Two zirconium atoms have four valence electrons each, so Zr₂As₃S has eight electrons to hand over. Sulfur needs two to fill its shell. An arsenic atom with no arsenic neighbour at bonding distance needs three. That leaves three electrons for the other two arsenic atoms, or 1.5 each.

Those two form a flat square net with As–As distances of 2.66 Å, and bonding is why they can manage with less. An isolated arsenic atom must take three electrons from the metal. Each ordinary As–As bond supplies one of them by sharing, until an atom with three such bonds, as in elemental arsenic, needs none. The net atoms lie between these limits.

Loewdin populations (semicore shells included, zero for a shell the dataset lacks) and Bader charges at the inequivalent sites of Zr₂As₃S (P4mm, a = 3.765, c = 7.986 Å), with the atoms held fixed. Calculated with Ansatz 0.2.0 using r2SCAN, scalar-relativistic PAW, no spin polarisation, a 500 eV cutoff, a 10×10×6 k mesh and Gaussian smearing of 0.1 eV.

| row | element | s electrons (e) | p electrons (e) | d electrons (e) | Bader charge (e) |
| --- | --- | --- | --- | --- | --- |
| 1 | Zr | 2.45 | 5.99 | 2.87 | 1.88 |
| 2 | Zr | 2.44 | 5.99 | 2.97 | 1.79 |
| 3 | As | 1.67 | 3.45 | 10.00 | -0.61 |
| 4 | As | 1.61 | 3.83 | 10.00 | -1.23 |
| 5 | S | 1.72 | 4.66 | 0.00 | -1.22 |

The Bader charge is what an atom carries when the electron density is divided along the valleys between atoms. In this r2SCAN calculation arsenic in the net (row 3, which stands for two atoms) has −0.61, half the −1.23 of the lone arsenic in row 4. The electron count gives the same ratio, 1.5 to 3. It fails for sulfur, however, which accepts only two formal electrons and yet has practically the same charge as the lone arsenic.

What the count leaves out is how completely each electron is transferred. Between atoms of equal electronegativity a bonding pair is shared evenly and no charge moves; with a very large difference the transfer is complete. The simplest rule between these limits is a transfer proportional to the difference:

charge of an anion ≈ −k × n × Δχ

Here n is the number of formal electrons accepted and Δχ is the electronegativity difference from zirconium. Rough textbook values are 1.3 for Zr, 2.2 for As and 2.6 for S, so Δχ is 0.9 for arsenic and 1.3 for sulfur. Sulfur takes fewer electrons but draws each one further from the metal, and in this picture the two effects nearly cancel. A least-squares fit to the three anion rows gives k = 0.46.

**Arsenic in the net (row 3).** The estimate is 0.46 × 1.5 × 0.9 = 0.62, hence a charge of −0.62 against the calculated −0.61. This row was part of the fit.

**Zirconium (row 1).** The metal must balance all the anions. The lone arsenic takes 0.46 × 3 × 0.9 = 1.24, sulfur 0.46 × 2 × 1.3 = 1.20, and the two net atoms 2 × 0.62 = 1.24. Half the sum of 3.68 is +1.84 for each zirconium, against +1.88. The zirconium rows were left out of the fit, but this is still a weak test, because neutrality fixes their average once the anions are right.

Over the five rows the rule is never off by more than about 0.05 e. Without the electronegativity weight, and with its constant fitted afresh, the worst error grows to 0.3 e. The close agreement should not be taken as the accuracy to expect: with k held fixed, changing the electronegativity of arsenic by 0.1 moves the lone arsenic by 0.14 e. An uncertainty of 0.1 to 0.2 e is more realistic, since the form of the rule was also chosen with these charges in view.

The least certain step is giving all the leftover electrons to the net. A square net of this kind has a favourable count of six valence electrons per atom, which would mean accepting only one electron each and leaving one per cell with zirconium. With k refitted, that choice puts the net atoms at −0.43, too close to neutral by 0.18 e. A miss of that size is within the uncertainty just given, so the charges lean towards 1.5 but cannot settle where the odd electron sits. The calculation also kept the net square and non-magnetic; if it distorted into pairs or chains, the sharing would have to be counted anew.

The rule is blind to differences between atoms of the same kind and formal count. It gives both zirconium sites the same charge, whereas the calculation separates them by about 0.1 e. Nor can it be trusted to rank the lone arsenic against sulfur, whose calculated charges differ by only 0.01 e, far less than its uncertainty. It also fails to level off at complete transfer. With k = 0.46, a Δχ above about 2.2, as between zirconium and fluorine, would move more than one electron for every formal electron. It is likely to overshoot well before that point, so the rule with this constant should not be carried over to fluorides or oxides.

The rule belongs to Bader charges. Loewdin populations assign electrons by atomic orbitals instead, and they credit zirconium with much of the density it shares with its neighbours. For row 1 the s, p and d electrons add up to 2.45 + 5.99 + 2.87 = 11.31 out of the 12 treated explicitly for a neutral atom, a charge of only +0.69. The same crystal thus looks far less ionic, and neither number is an oxidation state. A new constant alone would not adapt the rule to Loewdin charges: there the net arsenic has only about a quarter of the charge of the lone arsenic, not half. These populations also leave 0.23 e per cell assigned to no atom, so the metal's charge no longer follows from neutrality.

In practice, use the rule to check whether a set of Bader charges makes sense. Count the electrons that the isolated anions need, give the remainder to the bonded ones, and weight each by Δχ. The rule has been tried here on one crystal only, so for another compound set k anew from one site whose charge is known. A departure of several tenths of an electron is then a reason to look again at which atoms are bonded to each other and at how many electrons the metal really gives up.
